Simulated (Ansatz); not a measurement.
## Sc: pressure and energy less free atoms against volume per atom

Results calculated with Ansatz 0.2.0, not measured. Periodic Kohn-Sham DFT of a crystal at fixed atoms; pressure and stress are positive in compression; the energy is the free energy less that of spherical unpolarised free atoms; site moments are those in the method's own spheres, positive along +z.

Cell of the first row (space group P6_3/mmc, No. 194):
```
CELL_PARAMETERS angstrom
3.25220 0.00000 0.00000
-1.62610 2.81650 0.00000
0.00000 0.00000 5.06330
ATOMIC_POSITIONS crystal
Sc 0.33333 0.66667 0.25000
Sc 0.66667 0.33333 0.75000
```

Settings of every row: method all-electron LAPW; functional PBE; relativity scalar; k mesh 15x15x8; filling fermi-dirac; smearing width 0.05 eV; basis error target 0.5 meV/atom; nucleus gaussian.

Atom start moment: 0 on all atoms.

```csv
row,volume per atom (Å³),pressure (GPa),energy less free atoms (eV/atom)
1,23.189,3.656,-4.5521
2,24.163,1.111,-4.5664
3,24.656,?,?
4,25.149,-1.056,-4.5663
5,26.135,-2.875,-4.5541
```

Question: what pressure and energy less free atoms should row 3 give?

Worked fit of pressure. Take u = (V_r/V)^(2/3) − 1 with V_r = 24.656 Å³ an atom, which is twice the finite (Eulerian) strain; such expansions in the strain, on which the Birch-Murnaghan equation of state is built, carry the rest volume and the bulk modulus. The shown rows have u = 0.04174, 0.01356, -0.01311, -0.03809. Least squares give pressure = −0.02 + 81.208 × u + 164.3 × u² GPa; a straight line predicts inner rows, each left out in turn, worse (root mean square 0.17 against 0.00089 GPa). All shown rows lie on it to the printed digit. The pressure vanishes at u = 0.0002, or V = 24.65 Å³ an atom, and there the bulk modulus at fixed shape and fractions is B = −V dP/dV = (2/3)(1 + u) dP/du = 54.2 GPa. Letting shape and atoms relax would as a rule lower it, by much in layered, chain or molecular crystals. The withheld row has u = 0, so the fit gives −0.02 + 81.208 × (0) + 164.3 × (0)² = -0.020 GPa.

The calculation gave -0.02 GPa. The fit meets it to the printed digit.

Worked fit of energy less free atoms. Take u = (V_r/V)^(2/3) − 1 with V_r = 24.656 Å³ an atom, which is twice the finite (Eulerian) strain; such expansions in the strain, on which the Birch-Murnaghan equation of state is built, carry the rest volume and the bulk modulus. The shown rows have u = 0.04174, 0.01356, -0.01311, -0.03809. Least squares give energy less free atoms = −4.56801 − 0.009 × u + 9.349 × u² eV/atom; a straight line predicts inner rows, each left out in turn, worse (root mean square 0.0094 against 3e-05 eV/atom). All shown rows lie on it to the printed digit. Its lowest point lies at u = 0.0005, or V = 24.64 Å³ an atom, and the curvature there gives the bulk modulus at fixed shape and fractions, B = (4/9)(1 + u)² E″(u)/V = 54.1 GPa. Letting shape and atoms relax would as a rule lower it, by much in layered, chain or molecular crystals. The withheld row has u = 0, so the fit gives −4.56801 − 0.009 × (0) + 9.349 × (0)² = -4.5680 eV/atom.

The calculation gave -4.568 eV/atom. The fit meets it to the printed digit.
